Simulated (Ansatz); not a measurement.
## Ligand exchange: BH(CH3)I + C2H4F3N → BH(CH3)(NH2) + C2H2F3I

Gas-phase species: BH(CH3)I, singlet; C2H4F3N `NCC(F)(F)F`, singlet; BH(CH3)(NH2), singlet; C2H2F3I (1,1,1-trifluoro-2-iodoethane) `FC(F)(F)CI`, singlet. The partners trade I for NH2: B–I and C–NH2 bonds give way to B–NH2 and C–I.

Shapes, held fixed at every level: PBE0-D4/def2-TZVP. Flexible molecules stand in one conformer, not always the lowest. Programs: Ansatz 0.2.0. The zero-point and thermal change to 298 K, harmonic and unscaled (PBE0-D4/def2-TZVP), is +0.1 kJ/mol.

| level | kind | ΔH(298 K) (kJ/mol) | less CCSD(T)/def2-TZVPP |
| --- | --- | --- | --- |
| HF/def2-SVP | Hartree–Fock | -58.7 | +20.4 |
| B3LYP-D4/def2-TZVPP | global hybrid | -84.6 | -5.5 |
| PBE0-D4/def2-TZVPP | global hybrid | -76.5 | +2.6 |
| wB97M-V/def2-TZVPP | range-separated hybrid | -82.6 | -3.5 |
| CCSD(T)/def2-SVP | coupled cluster or CI | -72.8 | +6.3 |
| CCSD/def2-SVP | coupled cluster or CI | -71.3 | +7.8 |
| CCSD(T)/def2-TZVPP | coupled cluster or CI | -79.1 | 0.0 |

The highest level, CCSD(T)/def2-TZVPP, gives ΔH(298 K) = -79.1 kJ/mol; the levels span -84.6 to -58.7. The column of differences is taken from that level and isn't an error. No measured value is set beside it here. For atoms past krypton def2 sets carry core potentials with scalar relativity. Outer-core shells of I are correlated, in sets that cover them unevenly.

The exchange is clearly exothermic at every level, and the near-zero thermal term places the driving force in the electronic energy. The likely main cause is the B–N bond: nitrogen donates its lone pair into the empty boron 2p orbital, giving the aminoborane partial double-bond character. Iodine, with its diffuse 5p lone pairs, is a much poorer π donor to boron, while the saturated carbon in the other partner has no comparable acceptor orbital. Replacing C–N by C–I therefore costs less than replacing B–I by B–N gains.

In the common def2-SVP basis, Hartree–Fock already gives most of the exothermicity; correlation strengthens it, almost entirely at the CCSD level, with little added by triples. Enlarging the basis shifts CCSD(T) by more than the triples do, so basis incompleteness probably limits the final value more than missing higher excitations. The hybrids fall on both sides of the CCSD(T)/def2-TZVPP result, supporting the sign and approximate size of the enthalpy but not a finer value. Whether the exchange is kinetically accessible remains open.
